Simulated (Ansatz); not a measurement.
# Ligand exchange: SiH3F + BH2I → SiH3I + BH2F

Species: SiH3F `F[SiH3]`, singlet; BH2I `BI`, singlet; SiH3I `[SiH3]I`, singlet; BH2F `BF`, singlet. The partners trade F for I: Si–F and B–I bonds give way to Si–I and B–F.

Shapes, held fixed at every level: PBE0-D4/def2-TZVP. Programs: Ansatz 0.2.0. The zero-point and thermal change to 298 K, harmonic and unscaled (PBE0-D4/def2-TZVP), is +1.5 kJ/mol.

```
                level                   kind  ΔH(298 K) (kJ/mol)  less CCSD(T)/def2-TZVPP  CPU time (sum over the molecules)
          HF/def2-SVP           Hartree–Fock               -46.5                    -26.4                                  –
  B3LYP-D4/def2-TZVPP          global hybrid               -27.7                     -7.6                              9.1 s
  BHLYP-D4/def2-TZVPP          global hybrid               -29.1                     -9.0                              7.7 s
   PBE0-D4/def2-TZVPP          global hybrid               -31.9                    -11.8                              6.8 s
r2SCAN0-D4/def2-TZVPP          global hybrid               -28.3                     -8.2                               13 s
         MP2/def2-SVP    perturbation theory               -44.7                    -24.6                                  –
   CCSD(T)/def2-TZVPP  coupled cluster or CI               -20.1                      0.0                               39 s
```

The highest level, CCSD(T)/def2-TZVPP, gives ΔH(298 K) = -20.1 kJ/mol; the levels span -46.5 to -20.1. The column of differences is taken from that level and isn't an error. No measured value is set beside it here. For atoms past krypton def2 sets carry core potentials with scalar relativity. Correlated rows may include outer-core shells of I, which these sets cover unevenly. Times are processor times on shared x86 and Arm servers, and rough.

Every level makes the exchange exothermic, so fluorine prefers boron and iodine silicon, with CCSD(T) giving the mildest preference at -20.1 kJ/mol. The likely reason is π donation: a fluorine 2p lone pair overlaps well with the empty 2p orbital of three-coordinate boron, whereas the diffuse 5p lone pair of iodine does so less effectively. Silicon offers no such low-lying empty p orbital, but its bond to fluorine is also strong and very polar, which keeps the net gain modest.

Hartree–Fock and MP2 nearly coincide in the def2-SVP basis, and both lie well below the triple-zeta results. This suggests that the small basis, rather than missing correlation, causes much of their excess exothermicity. B3LYP and BHLYP also lie close together despite very different shares of exact exchange, so that share alone probably doesn't explain the hybrids' offset from CCSD(T). The direction of exchange is well supported for the isolated monomers, but hydrogen- or halogen-bridged association of the boranes could alter the balance in a real mixture.
